### The odd row

At M the highest filled level of LuAg₂ lies 3.53 eV below the Fermi energy E_F, and the next level is 4.65 eV higher. That looks like an insulator, yet this scalar-relativistic LDA calculation describes a metal. Three sizes organise the case: the conduction states reach about 7 eV below E_F, the narrow filled d and f bands crowd into about 2 eV, and the crystal potential spreads most groups of free-electron levels over 1 to 3 eV.

Band energies of LuAg₂ (I4/mmm, unrelaxed Materials Project cell, conventional a = 3.638 Å, c = 9.055 Å) relative to the Fermi energy, from scalar-relativistic LDA without spin polarisation in Ansatz 0.2.0. The run used frozen-core PAW datasets made for PBE, a 420 eV cutoff, a 14 × 14 × 14 k mesh and Fermi-Dirac smearing of 0.08 eV.

```
k-point  k in reciprocal vectors  band -4 (eV)  band -3 (eV)  band -2 (eV)  band -1 (eV)  band +1 (eV)  band +2 (eV)  band +3 (eV)
  GAMMA                    0 0 0         -4.55         -4.55         -3.96         -1.01          1.06          2.07          2.07
      X                  0 0 0.5         -4.19         -2.18         -1.19         -0.44          1.62          2.08          2.35
      P           0.25 0.25 0.25         -4.24         -2.16         -0.91         -0.91          1.09          2.98          2.98
      N                  0 0.5 0         -4.36         -3.93         -3.32         -2.28          0.46          0.69          2.06
      M             0.5 0.5 -0.5         -4.41         -4.38         -4.20         -3.53          1.12          3.28          3.73
      S    0.2904 0.7096 -0.2904         -3.95         -2.61         -2.27         -1.76          1.76          2.30          2.58
     S0    -0.2904 0.2904 0.2904         -3.95         -2.61         -2.27         -1.76          1.76          2.30          2.58
```

The column k gives each point in units of the primitive reciprocal vectors. Band −1 is the highest filled and band +1 the lowest empty level at that point. S and S0 add up to a reciprocal vector, so symmetry makes them one row.

### The columns change band

The cell holds 63 valence electrons, which fill 31.5 bands counted from the bottom. On the k mesh of the run band 32 spans −1.68 to +1.29 eV, while band 31 stays below E_F and band 33 above it, so the odd electron leaves band 32 half filled. This presumes equal spin populations, which the calculation imposes without testing.

Matching each row to the band ranges of the same run gives 31 filled bands at GAMMA, N and M and 32 at X, P and S. Band 32 is therefore band +1 at M (+1.12 eV) and band −1 at S (−1.76 eV). The S value lies 0.08 eV outside the mesh range, as it may, since S is no mesh point. The apparent gap of 0.90 eV between band −1 at X and band +1 at N joins two values of this one band.

### An empty lattice with five electrons

Semicore shells take 24 electrons, Lu 4f takes 14 and the two Ag 4d shells take 20, which leaves 5 conduction electrons. Treated as free, they have levels E = ħ²|k + G|²/2m, with G a reciprocal vector and ħ²/2m = 3.81 eV Å². Nothing is fitted to any row.

1. Density: n = 5/(3 × 19.97 Å³) = 0.0835 Å⁻³.
2. Fermi level: k_F = (3π²n)^(1/3) = 1.352 Å⁻¹, so E_F = 3.81 × 1.352² = 6.96 eV.
3. Point P: k = (π/a, π/a, π/c), so |k|² = 2 × 0.746 + 0.120 = 1.612 Å⁻².
4. Level at P: 3.81 × 1.612 = 6.14 eV, which is 0.82 eV below E_F.

The computed band bottom at GAMMA lies 7.47 eV below E_F, 0.51 eV deeper than the estimate. Free and computed levels are compared here at a common E_F. Aligning the band bottoms would raise every computed level by those 0.51 eV relative to its free level. The cell is also stretched at this level: the run, which uses PAW datasets made for PBE, reports a negative pressure, so LDA would contract it. Free-electron energies grow as the inverse square of length on contraction.

### P and GAMMA: multiplets that straddle E_F

Several vectors k + G share one length, and the crystal potential mixes these waves into standing waves that pile charge on different atoms. At P four waves meet, and the symmetry of the point splits them into two single levels and a doublet. Bands −3 to +1 show this pattern, with the doublet in the middle at −0.91 eV and a mean only 0.10 eV above the free level. The spread of 3.25 eV is large against the 0.82 eV by which the free level lies below E_F, so the top member is pushed out and emptied.

GAMMA shows the reverse. The free pair G = (0, 0, ±4π/c) lies empty at +0.37 eV. The computed levels at −1.01 and +1.06 eV bracket it, so the lower partner has become filled. Pairing computed with free levels by their order is an assumption; the pattern supports it at these two points without proving it.

Equal levels appear only at GAMMA and P. Symmetry can require such doublets at GAMMA, P and M but not at X, N and S, where levels could coincide only by accident. Spin-orbit coupling, which this calculation omits, can split them.

### M: no free level near E_F

At M the lowest free pair has the short vector (0, 0, ±2π/c) and sits at −5.13 eV, while the next free levels come at +4.40 eV. Geometry alone thus leaves M nearly 10 eV without a conduction level, with E_F in the middle. The same reasoning orders band −1 in the other rows: it rises from M through N and S to P and X as the multiplet that supplies it rises. GAMMA is the exception, lying 0.10 eV below P although its free pair is higher.

The computed hole is only about half as wide, and it closes from both sides. The free pair falls inside the narrow bands, numbers 14 to 29, which span −6.01 to −3.92 eV, and bands −2 and −1 average 1.26 eV above it. States of like symmetry repel, so mixing with the filled Ag 4d shell should push some weight above the d bands and some below. The run puts the minimum of band 14 at M, which fits this picture. It also means that the two upper levels may be largely d-like, a guess these numbers don't settle.

From above, bands +1 to +3 all lie below the free level, band +1 by 4.40 − 1.12 = 3.28 eV. The empty lattice lacks the mostly empty 5d shell of Lu, the natural but untested source of such states. The empty levels at S and the empty doublet at GAMMA also lie 2 to 4 eV below their free levels, and band +3 at N lies 5.28 eV below. Of these, only bands +1 and +2 at S form a complete multiplet. The table lists just the lowest two of eight levels at GAMMA and the lower one of two for band +3 at N and at S, and such members can lie low through splitting alone, without any shift of the mean.

### Where the picture holds

The lowest multiplets of N and S, just above the narrow bands, lie about 0.9 eV high, as repulsion from below would have it. LDA is known to place filled 4d and 4f shells too shallow, which probably exaggerates this push. X fits less well: its filled pair is 0.40 eV low and its quartet 0.85 eV high, although the lowest member of the quartet still drops below E_F as at GAMMA. At N the free count of filled levels agrees only narrowly, since the upper pair sits at +0.01 eV. The printed output lists the multiplets matched to the table, each with its mean and spread.

The analysis program printed:

```
electrons 63 = 24 semicore + 14 f + 20 d + 5; bands 12 + 17 + 2.5 = 31.5; table rounding 0.005 eV
highest band -1 -0.44, lowest band +1 0.46, apparent gap 0.90 eV
mesh ranges (eV): 29: -4.56..-3.92, 30: -4.20..-2.14, 31: -3.54..-0.07, 32: -1.68..1.29, 33: 0.66..3.31
width of band 32 2.96 eV; bands 14-29 span -6.01..-3.92 eV
free-electron E_F 6.96 eV; computed E_F above band 13 at GAMMA 7.47; difference 0.51
point: filled bands, range misfit best/next (eV), local gap, group order, doublets allowed/seen, min spacing
 GAMMA 31  0.00/0.91  2.07  16  yes/2  0.00
 X     32  0.00/1.93  2.06   8  no/0  0.27
 P     32  0.00/2.09  2.00   8  yes/2  0.00
 N     31  0.00/1.22  2.74   4  no/0  0.23
 M     31  0.00/2.69  4.65  16  yes/0  0.03
 S     32  0.08/1.85  3.52   4  no/0  0.28
 S0    32  0.08/1.85  3.52   4  no/0  0.28
band 30 (eV): GAMMA -3.96 X -2.18 P -2.16 N -3.32 M -4.20 S -2.61 S0 -2.61
band 31 (eV): GAMMA -1.01 X -1.19 P -0.91 N -2.28 M -3.53 S -2.27 S0 -2.27
band 32 (eV): GAMMA +1.06 X -0.44 P -0.91 N +0.46 M +1.12 S -1.76 S0 -1.76
band 33 (eV): GAMMA +2.07 X +1.62 P +1.09 N +0.69 M +3.28 S +1.76 S0 +1.76
S + S0 in reciprocal vectors: [0. 1. 0.] largest level difference 0.0
filled beyond band 29, computed/free: GAMMA 2/1 X 3/2 P 3/4 N 2/2 M 2/2 S 3/3 S0 3/3
free multiplets matched by order to bands 30 up, E_F aligned (eV):
point: size, free level, bands listed, their mean, spread, mean minus free
 GAMMA 1  -6.96  30-30  -3.96  0.00  +3.00  true partner is band 13 at -7.47
 GAMMA 2  +0.37  31-32  +0.03  2.07  -0.35
 GAMMA 8  +6.24  33-34  +2.07  0.00  -4.17  only part listed
 X     2  -1.28  30-31  -1.69  0.99  -0.40
 X     4  +0.55  32-35  +1.40  2.79  +0.85
 P     4  -0.82  30-33  -0.72  3.25  +0.10
 P     4  +2.85  34-35  +2.98  0.00  +0.13  only part listed
 N     2  -3.66  30-31  -2.80  1.04  +0.86
 N     2  +0.01  32-33  +0.57  0.23  +0.57
 N     2  +7.34  34-34  +2.06  0.00  -5.28  only part listed
 M     2  -5.13  30-31  -3.87  0.67  +1.26
 M     4  +4.40  32-34  +2.71  2.61  -1.69  only part listed
 S     3  -3.13  30-32  -2.21  0.85  +0.92
 S     2  +4.21  33-34  +2.03  0.54  -2.18
 S     2  +6.40  35-35  +2.58  0.00  -3.82  only part listed
aligning at the band bottom instead adds 0.51 eV to every last column entry
```
